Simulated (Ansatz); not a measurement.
## V8N: do energies and stresses tell the same story?

These are results of Ansatz 0.2.0, DFT r2SCAN, scalar-relativistic, plane waves, PAW, not measurements.

Cutoff 500 eV; k points 4×4×12 on the computed 18-atom cell (Γ-centred); Gaussian smearing, width 0.10 eV; no spin polarisation.

Relaxed cell: P4_2/mnm, a = 8.671 Å, b = 8.671 Å, c = 2.963 Å, α = 90.00°, β = 90.00°, γ = 90.00°, 18 atoms in the primitive cell. Whether it is the stable form of this composition wasn't checked.

Energies at zero smearing and pressures from the stress tensor, at volumes with shape and atoms relaxed:
```csv
V (Å³/atom),E − E(first) (meV/atom),P (GPa)
10.893,0.00,35.32
11.264,-68.92,24.44
11.635,-114.33,15.04
12.007,-139.48,6.96
12.378,-147.21,0.00
12.749,-139.97,-5.98
13.121,-119.87,-11.11
13.616,-76.20,-16.84
```

**Question.** Check P = −dE/dV between neighbouring volumes, and get the bulk modulus from the pressures alone.

**Answer.** With 1 eV/Å³ = 160.2 GPa:
```tsv
middle V (Å³/atom)	−ΔE/ΔV (GPa)	mean P (GPa)
11.078	29.737	29.879
11.450	19.592	19.740
11.821	10.850	11.003
12.192	3.337	3.482
12.564	-3.125	-2.987
12.935	-8.672	-8.545
13.368	-14.131	-13.974
```

The two differ by 0.16 GPa at most. The mean of two end pressures misses the average over a step by about ΔV² P″/12, up to 0.13 GPa here; with that taken off 0.06 GPa remains. The stress is the derivative of the free energy, not of the energy at zero smearing, and with free energies 0.00 GPa remains. Around V = 12.378 Å³/atom, the two neighbours give B = −V ΔP/ΔV = 12.378 × 12.94 / 0.743 = 215.7 GPa, against B0 = 214.7 GPa from the Birch–Murnaghan fit of the energies.

A ferromagnetic start lost its moments in a first run, so spin was left out; other magnetic orders weren't tried.

Cost: 9 runs of about 92 core-minutes in all, on Oxide Virtual Turin-like Processor (Zen 5) (shared hosts).

Energies and stresses do tell the same story. The mean pressure lies above the energy slope in every interval, as expected when pressure is a convex function of volume. The part left after the curvature correction probably reflects the electronic entropy of a metal: expansion narrows the vanadium d bands, which tends to raise the density of states at the Fermi level and with it the smearing entropy. That the free energies close the gap also leaves little room for an appreciable Pulay stress.

The pressure changes ever more steeply on compression, because short-range repulsion and the kinetic energy of the confined electrons grow faster than d-d and V-N bonding can compensate. The same anharmonicity probably explains why the finite difference gives 215.7 GPa and the fit 214.7 GPa, since a chord across the minimum slightly overestimates the local slope. The agreement supports the numerical consistency of the bulk modulus, but not its physical accuracy, as energy and stress inherit the same error from the functional.
